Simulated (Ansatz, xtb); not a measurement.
## Two isomers of C4H8N2Si

Structure X: `Cc1cnc([SiH3])[nH]1`, a singlet. Structure Y: `[SiH3]Cc1ncc[nH]1`, a singlet. Both are isolated molecules in the gas phase, relaxed with PBE-D3(BJ)/def2-SVP; the shapes shown needn't be the lowest conformers.

X (Å):

```xyz
15

C     1.2567   -1.1892    2.2589
C     1.1141   -0.5138    0.9364
C     1.9288    0.3853    0.2498
C     0.2189    0.0730   -1.0372
N     1.3740    0.7371   -0.9529
N     0.0332   -0.6974    0.0984
Si   -0.9635    0.1781   -2.4895
H     2.2038   -0.8788    2.7388
H     0.4296   -0.9302    2.9543
H     1.2770   -2.2963    2.1653
H     2.8940    0.7870    0.5864
H    -2.1473   -0.7047   -2.1801
H    -1.4479    1.5850   -2.6952
H    -0.3165   -0.3077   -3.7555
H    -0.7684   -1.3009    0.2883
```

Y (Å):

```xyz
15

C     1.0821   -1.4518    0.6362
C    -0.0527   -0.6652    0.0640
C    -1.8146   -0.0647   -1.0328
C    -1.3570    1.0841   -0.4083
N    -1.0019   -1.1364   -0.7363
N    -0.2285    0.6848    0.2852
Si    2.7951   -0.8896    0.0121
H     2.8585   -0.9642   -1.4867
H     3.8797   -1.7441    0.6111
H     3.0369    0.5393    0.4319
H     0.9268   -2.5080    0.3406
H     1.0852   -1.4219    1.7484
H    -2.6934   -0.1705   -1.6813
H    -1.7181    2.1175   -0.3900
H     0.3676    1.2860    0.8551
```

Quicker runs give these differences E(Y) − E(X): GFN2-xTB +1.92 kcal/mol; HF/STO-3G +5.06 kcal/mol (at GFN2-xTB geometries); r2SCAN-D4/def2-SVP +1.40 kcal/mol (at GFN2-xTB geometries).

Task: Estimate E(Y) − E(X) at the level CCSD(T)/def2-SVP + ΔMP2/def2-TZVPP.

Result: Too close to call at this level: CCSD(T)/def2-SVP + ΔMP2/def2-TZVPP gives E(Y) − E(X) = +0.74 kcal/mol.

Level by level:

```tsv
level	geometry	E(Y) − E(X) (kcal/mol)	departure from the last row (kcal/mol)	job, with rough time for the two
GFN2-xTB	GFN2-xTB	+1.92	+1.18	optimisation, 0.16 s
HF/STO-3G	GFN2-xTB	+5.06	+4.32	single point, 0.4 s
r2SCAN-D4/def2-SVP	GFN2-xTB	+1.40	+0.67	single point, 3.6 s
PBE-D3(BJ)/def2-SVP	PBE-D3(BJ)/def2-SVP	+1.01	+0.27	optimisation, 33 s
HF/def2-SVP	PBE-D3(BJ)/def2-SVP	+0.61	−0.13	part of the CCSD(T) run
MP2/def2-SVP	PBE-D3(BJ)/def2-SVP	+1.87	+1.13	part of the CCSD(T) run
CCSD(T)/def2-SVP	PBE-D3(BJ)/def2-SVP	+1.24	+0.50	single point
CCSD(T)/def2-SVP + ΔMP2/def2-TZVPP	PBE-D3(BJ)/def2-SVP	+0.74		single point, 60 s
```

As drawn, both hold the same kinds of bond in the same numbers. Structure X has 1 methyl group, Y 0.

The largest departure from CCSD(T)/def2-SVP + ΔMP2/def2-TZVPP is that of HF/STO-3G, 4.32 kcal/mol. A small imaginary or near-zero mode remains, so no thermal terms are given. The last row adds to CCSD(T) the change of the MP2 difference between the two basis sets, here −0.50 kcal/mol.

The correlated steps freeze 11 core orbitals. Programs: Ansatz 0.2.0, xtb 6.7.1; the last row on 4 threads of Arm Neoverse V1 on a shared host.

All levels put the ring-silylated isomer X slightly below the silylmethyl isomer Y, but agreement in sign alone doesn't establish a preference. The near balance is chemically reasonable, since the isomers differ mainly in whether silicon sits on an sp2 ring carbon or an sp3 side-chain carbon. X gains from the stronger bond silicon usually forms to sp2 carbon, while in Y the C–Si bond is tilted well out of the ring plane and can donate into the π system, which probably recovers much of that advantage.

HF/def2-SVP lands near the final value through cancellation: correlation favours X, whereas enlarging the basis favours Y. The HF/STO-3G outlier therefore points mainly to the minimal basis, which lacks the flexibility to describe polar Si–C and Si–H bonds, rather than to missing correlation. The comparison also covers only one N–H tautomer of X; moving that proton to the other nitrogen gives a distinct methyl-substituted form whose energy could matter on this scale.
